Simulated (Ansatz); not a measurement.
# Strength of the In–C bond: C2H7InO → CH4InO + CH3

Species: C2H7InO `C[O][InH][CH3]`, singlet; CH4InO `C[O][InH]`, doublet; CH3 (methyl radical) `[CH3]`, doublet. 

Shapes, held fixed at every level: PBE0-D4/def2-TZVP. Flexible molecules stand in one conformer, not always the lowest. Programs: Ansatz 0.2.0. The zero-point and thermal change to 298 K, harmonic and unscaled (PBE0-D4/def2-TZVP), is -15.3 kJ/mol.

**Question.** Estimate ΔH(298 K) of this reaction.

**Answer.** The highest level, CCSD(T)/def2-TZVPP, gives ΔH(298 K) = +268.6 kJ/mol; the levels span +153.0 to +317.7. The column of differences is taken from that level and isn't an error. Hartree–Fock misses the correlation of the pair that is broken and comes out low. No measured value is set beside it here. Open shells run unrestricted unless RO is named. For atoms past krypton def2 sets carry core potentials with scalar relativity. Correlated rows may include outer-core shells of In, which these sets cover unevenly.

```
              level                   kind  ΔH(298 K) (kJ/mol)  less CCSD(T)/def2-TZVPP
      HF/def2-TZVPP           Hartree–Fock              +153.0                   -115.6
   SPW92/def2-TZVPP                    LDA              +317.7                    +49.1
B3LYP-D4/def2-TZVPP          global hybrid              +246.4                    -22.2
BHLYP-D4/def2-TZVPP          global hybrid              +243.2                    -25.4
  B2PLYP/def2-TZVPP          double hybrid              +253.5                    -15.1
       MP2/def2-SVP    perturbation theory              +261.7                     -6.9
      CCSD/def2-SVP  coupled cluster or CI              +244.9                    -23.7
 CCSD(T)/def2-TZVPP  coupled cluster or CI              +268.6                      0.0
```

Every correlated or density-functional level makes homolysis of the In–C bond strongly endothermic, with CCSD(T) at +268.6 kJ/mol. The bond is a polar σ bond between an s-rich indium hybrid and carbon. Breaking it leaves a planar methyl radical and formally In(II), an oxidation state with an unpaired electron in an orbital of mixed 5s and 5p character. Loss of a second ligand would give In(I) with a closed 5s pair, so the first cleavage is probably the harder of the two.

LDA overbinds, as it usually does, because it favours the bonded density over the separated fragments. B3LYP and BHLYP nearly agree despite very different shares of exact exchange, which suggests that this share matters little here. The step from CCSD to CCSD(T) can't be credited to triples alone, since the basis grows as well.

A high homolytic enthalpy doesn't imply an inert compound: the polarity of In–C opens heterolytic routes such as protonolysis, whose energetics are a separate matter.
